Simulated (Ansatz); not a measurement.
# A series in volume scale on Mg₅Sc

Results calculated with Ansatz 0.2.0, not measured. Free energy against uniform scaling of the volume at fixed shape and fractions; periodic cell, basis, potentials, k mesh and filling as listed.

The cell before it is scaled or strained (space group P-62m, No. 189):
```
CELL_PARAMETERS angstrom
5.57200 0.00000 0.00000
-2.78600 4.82550 0.00000
0.00000 0.00000 5.10590
ATOMIC_POSITIONS crystal
Mg 0.00000 0.65754 0.00000
Mg 0.33333 0.66667 0.50000
Mg 0.65754 0.00000 0.00000
Mg 0.66667 0.33333 0.50000
Mg 0.34246 0.34246 0.00000
Sc 0.00000 0.00000 0.50000
```

Settings of every row: functional PBEsol; dispersion none; potentials PAW; wave cutoff 517.02 eV; density cutoff 2068.1 eV; k mesh 5x5x5; k shift 0x0x0; occupations cold; smearing width 0.05 eV; spin none; SCF threshold exponent -10.

Limits: coarse k mesh, up to 40 meV an atom off; the cell comes from a prototype or a list of computed structures and needn't be the stable phase.

| row | volume scale | V (Å³/atom) | energy above lowest point (meV/atom) |
| --- | --- | --- | --- |
| 1 | 0.94 | 21.508 | 7.8 |
| 2 | 0.96 | 21.966 | ? |
| 3 | 0.98 | 22.423 | 0 |
| 4 | 1 | 22.881 | 0 |
| 5 | 1.02 | 23.339 | 2.3 |
| 6 | 1.04 | 23.796 | 6.7 |
| 7 | 1.06 | 24.254 | 13 |

Question: what energy above lowest point should row 2 give?

Worked fit of energy above lowest point. Take u = (V_r/V)^(2/3) − 1 with V_r = 23.11 Å³ an atom, which is twice the finite (Eulerian) strain; such expansions in the strain, on which the Birch-Murnaghan equation of state is built, carry the rest volume and the bulk modulus. The shown rows have u = 0.04906, 0.02032, 0.00666, -0.00655, -0.01931, -0.0317. Least squares give energy above lowest point = 0.88 − 175 × u + 6503 × u² − 1219 × u³ meV/atom; a parabola predicts inner rows, each left out in turn, worse (root mean square 0.026 against 0.0098 meV/atom). All shown rows lie on it to the printed digit. Its lowest point lies at u = 0.0135, or V = 22.65 Å³ an atom, and the curvature there gives the bulk modulus at fixed shape and fractions, B = (4/9)(1 + u)² E″(u)/V = 41.7 GPa. Letting shape and atoms relax would as a rule lower it, by much in layered, chain or molecular crystals. The withheld row has u = 0.03443, so the fit gives 0.88 − 175 × (0.03443) + 6503 × (0.03443)² − 1219 × (0.03443)³ = 2.5 meV/atom.

The calculation gave 2.5 meV/atom. The fit meets it to the printed digit.
